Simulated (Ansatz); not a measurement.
## Ligand exchange: KH + Ge(NH2)4 → KNH2 + GeH(NH2)3

Species: KH, singlet; Ge(NH2)4, singlet; KNH2 `[NH2][K]`, singlet; GeH(NH2)3, singlet. The partners trade H for NH2: K–H and Ge–NH2 bonds give way to K–NH2 and Ge–H.

Shapes, held fixed at every level: PBE0-D4/def2-TZVP. Flexible molecules stand in one conformer, not always the lowest. Programs: Ansatz 0.2.0. The zero-point and thermal change to 298 K, harmonic and unscaled (PBE0-D4/def2-TZVP), is +2.9 kJ/mol.

```
              level                   kind  ΔH(298 K) (kJ/mol)  less CCSD(T)/def2-TZVPP
   SPW92/def2-TZVPP                    LDA                +4.5                     +3.6
B3LYP-D4/def2-TZVPP          global hybrid                +1.2                     +0.3
  B2PLYP/def2-TZVPP          double hybrid                -8.0                     -8.9
       MP2/def2-SVP    perturbation theory                +9.1                     +8.2
     MP2/def2-TZVPP    perturbation theory                -7.7                     -8.6
   CCSD(T)/def2-SVP  coupled cluster or CI               +11.8                    +10.9
    CCSD/def2-TZVPP  coupled cluster or CI                +1.6                     +0.7
 CCSD(T)/def2-TZVPP  coupled cluster or CI                +0.9                      0.0
```

The highest level, CCSD(T)/def2-TZVPP, gives ΔH(298 K) = +0.9 kJ/mol; the levels span -8.0 to +11.8. That is about zero within the method's error. They disagree on the sign: 6 of 8 are positive. The column of differences is taken from that level and isn't an error. No measured value is set beside it here. Relativity is left out for Ge unless named. Correlated rows may include outer-core shells of Ge, K, which these sets cover unevenly.

The exchange is close to thermoneutral because two preferences nearly cancel. Potassium binds both hydride and amide mainly ionically, and amide, the anion of the more electronegative donor atom, is generally the better partner. Germanium, however, gives up a polar Ge–N bond for a less polar Ge–H bond, and probably also loses some donation from nitrogen lone pairs into neighbouring Ge–N antibonding orbitals.

The balance is sensitive to the basis set: from def2-SVP to def2-TZVPP, CCSD(T) falls from +11.8 to +0.9 kJ/mol and MP2 changes sign, perhaps because the small set describes the anionic hydride and amide unevenly. In the larger set the triples correction barely matters, whereas MP2 lies well below both coupled-cluster values. The close agreement of B3LYP-D4 with CCSD(T) therefore doesn't establish its accuracy, since the reference itself may still shift with a larger basis. Nor do these molecular energies predict the exchange between bulk reagents, where the lattice energies of solid KH and KNH2 also enter.
